**Question.** I am testing screening code on n-GaAs at $10^{18}$ cm$^{-3}$ with a parabolic band. For the static Kohn-Sham response, should I use a gradient series, a sum over planes of $k_z$, or a full k mesh, and what does each cost for a given accuracy?

**Answer.** The parabolic band is solvable, so every error below is exact.

**Exact result.** Define $\delta n(q)=\chi_s\,\delta v_s(q)$, with $v_s$ a potential energy, both spins and $T=0$:
$$\chi_s=2\!\int\!\frac{d^3k}{(2\pi)^3}\frac{f_{\mathbf k}-f_{\mathbf{k+q}}}{\varepsilon_{\mathbf k}-\varepsilon_{\mathbf{k+q}}}=-4\,\mathrm P\!\!\int\!\frac{d^3k}{(2\pi)^3}\frac{f_{\mathbf k}}{\varepsilon_{\mathbf{k+q}}-\varepsilon_{\mathbf k}}.$$
With $\mathbf q\parallel z$, $x=q/2k_F$ and $s=k_z/k_F$, the denominator is $2\hbar^2k_F^2\,x(s+x)/m^*$, and each plane cuts a disc of area $\pi k_F^2(1-s^2)$. Hence $\chi_s=-N_0F(x)$, $N_0=m^*k_F/\pi^2\hbar^2$, and
$$F=\frac1{4x}\,\mathrm P\!\!\int_{-1}^{1}\!\frac{1-s^2}{s+x}\,ds=\frac12+\frac{1-x^2}{4x}\ln\left|\frac{1+x}{1-x}\right|,$$
because the integrand equals $(1-x^2)/(s+x)+x-s$. Expanding the logarithm,
$$F=1-\sum_{n\ge1}\frac{x^{2n}}{4n^2-1}\ \ (x\le1),\qquad F=\sum_{n\ge1}\frac{x^{-2n}}{4n^2-1}\ \ (x\ge1),$$
which begin $1-x^2/3-x^4/15$ and $1/3x^2$. Also $F(1)=1/2$, and $F'=\frac1{2x}-\frac{1+x^2}{4x^2}\ln\left|\frac{1+x}{1-x}\right|$ diverges logarithmically there.

With the compiled $m^*=0.067\,m_e$ (Vurgaftman 2001), $k_F=(3\pi^2n)^{1/3}=0.3094$ nm$^{-1}$, $E_F=54.4$ meV and $N_0=2.76\times10^{19}$ cm$^{-3}$eV$^{-1}$. The test points $x=1/2$ (where $F=0.91198$) and $x=1$ are modulation wavelengths of 20.3 and 10.2 nm.

Work $W$ means terms summed per $q$. Errors are method minus exact, in $F$.

**A. Series cut at $N$ terms.** The $x<1$ branch is the gradient expansion of the response. $W=N$ multiply-adds, memory $N$ coefficients. The error magnitude lies between $x^{2N+2}/[4(N+1)^2-1]$ and that value divided by $1-x^2$, so it falls exponentially at fixed $x<1$, and likewise in $1/x$ on the other branch. It is largest at $x=1$, where the remainder telescopes to $1/(4N+2)$.

**B. Plane sum.** Keep the exact disc areas and apply the midpoint rule in $s$ with $M$ cells of width $h=2/M$. Take $M$ a multiple of 4 and $x$ a multiple of $h$, so that the pole sits on a cell boundary. $W=M$, memory $M$ areas. The linear part is summed exactly and the pole terms cancel in pairs. What remains is $\sum_{j=a}^{b-1}(j+\frac12)^{-1}$ in place of $\ln(b/a)$, with $a=|1-x|/h$, $b=(1+x)/h$. For $x\ne1$,
$$\Delta F=\frac{1-x^2}{4x}\,[D(b)-D(a)],\qquad D(m)=\psi(m+\tfrac12)-\ln m\simeq\frac1{24m^2},$$
with $\psi$ the digamma function. At fixed $x$ this gives $\Delta F\simeq-1/[6M^2(1-x^2)]$. At $x=1$ the pole term drops out and the sum is exact. The worst mesh point is $x=1-h$, where $\Delta F\simeq-\psi(3/2)/M=-0.0365/M$.

**C. Cubic mesh.** Use $M^3$ cell centres in the cube of side $2k_F$, occupied if $k<k_F$. Each area $\pi(1-s^2)$ becomes $h^2$ times a point count. $W\simeq\pi M^3/6$ occupied points, memory $M^3$ energies. A disc holds $\propto M^2$ cells, of which $\propto M$ straddle the rim, so its relative error is at most $O(1/M)$. The weights $h/|s+x|$ sum to $O(\ln M)$, which bounds the error by $O(\ln M/M)$. If rim errors add randomly, a disc is off by $M^{-3/2}$, and for $x<1$ the planes beside the pole carry weights of order one. The heuristic error is then $M^{-3/2}\propto W^{-1/2}$, with erratic sign.

| Method | Size | $W$ | Error, $x=1/2$ | Error near $2k_F$ |
|---|---|---|---|---|
| A | $N=1$ | 1 | $4.7\times10^{-3}$ | $1.7\times10^{-1}$ |
| A | 2 | 2 | $5.2\times10^{-4}$ | $1.0\times10^{-1}$ |
| A | 3 | 3 | $7.4\times10^{-5}$ | $7.1\times10^{-2}$ |
| A | 8 | 8 | $1.5\times10^{-8}$ | $2.9\times10^{-2}$ |
| B | $M=4$ | 4 | $-1.2\times10^{-2}$ | $-1.2\times10^{-2}$ |
| B | 8 | 8 | $-3.3\times10^{-3}$ | $-5.2\times10^{-3}$ |
| B | 16 | 16 | $-8.6\times10^{-4}$ | $-2.4\times10^{-3}$ |
| B | 64 | 64 | $-5.4\times10^{-5}$ | $-5.8\times10^{-4}$ |
| C | $M=4$ | 32 | $1.1\times10^{-1}$ | $-6.3\times10^{-2}$ |
| C | 8 | 280 | $1.6\times10^{-2}$ | $1.7\times10^{-2}$ |
| C | 16 | 2176 | $-9.2\times10^{-3}$ | $5.3\times10^{-3}$ |

The last column is the worst case for A ($x=1$, small-$x$ branch) and B ($x=1-h$). For C it is $x=1$, not necessarily its worst.

**Cheapest for errors below $10^{-2}$, $10^{-3}$, $10^{-4}$.**
- At $x=1/2$ take A: $N=1,2,3$, against $M=8,16,48$ for B.
- Uniformly in $q$ (for B, over its mesh values) take B: $M=8,40,368$, against $N=25,250,2500$ for A. Both errors fall as $1/W$, with coefficients in the ratio $0.25/0.0365=6.9$. Counting arithmetic operations, three per B term and two per A term, the ratio is 4.6.
- Among the tabulated meshes C reaches $10^{-2}$ at $x=1/2$ only with 2176 terms. Scaling that entry by $M^{-3/2}$ puts $10^{-3}$ roughly at $M\approx70$, $W\approx2\times10^5$. The eightfold symmetry about a cube axis lowers the prefactor, not the exponent.

**Best within a budget.** With 8 terms, A wins at $x=1/2$ and B wins uniformly. With 64 terms, B holds $5.8\times10^{-4}$ uniformly, A holds $3.9\times10^{-3}$, and C affords only $M=4$.

**What each assumes.** For the strictly parabolic band, evaluate the closed form: one logarithm and a few operations. A needs its coefficients, given here only for that band. B needs a denominator independent of transverse $k$, which nonparabolicity removes. An isotropic band then needs a sum over planes and rings, $W\propto M^2$. Only C accepts an arbitrary band, and its cubic cost pays for that.

**How much accuracy is useful.** These numbers are the model's. In an assumed two-band dispersion $E(1+E/E_g)=\hbar^2k^2/2m^*$ with the compiled $E_g=1.519$ eV (Vurgaftman 2001), $N_0$ at fixed $k_F$ grows by $\sqrt{1+4E_F/E_g}=1.07$, with $E_F$ the parabolic value. The $T=0$ kink requires $T\ll E_F/k_B=632$ K. With the compiled $\epsilon=12.87$ (Rakita 2019), $q_{TF}=(e^2N_0/\epsilon_0\epsilon)^{1/2}=0.197$ nm$^{-1}$, and in the RPA screening factor $1+q_{TF}^2F/q^2$ an error in $F$ enters with weight 0.40 at $x=1/2$ and 0.10 at $x=1$. Against a 7% band correction, $10^{-2}$ in $F$ suffices for GaAs: one series term for $x\le1/2$, eight planes if $2k_F$ matters. Tighter tolerances test only the code.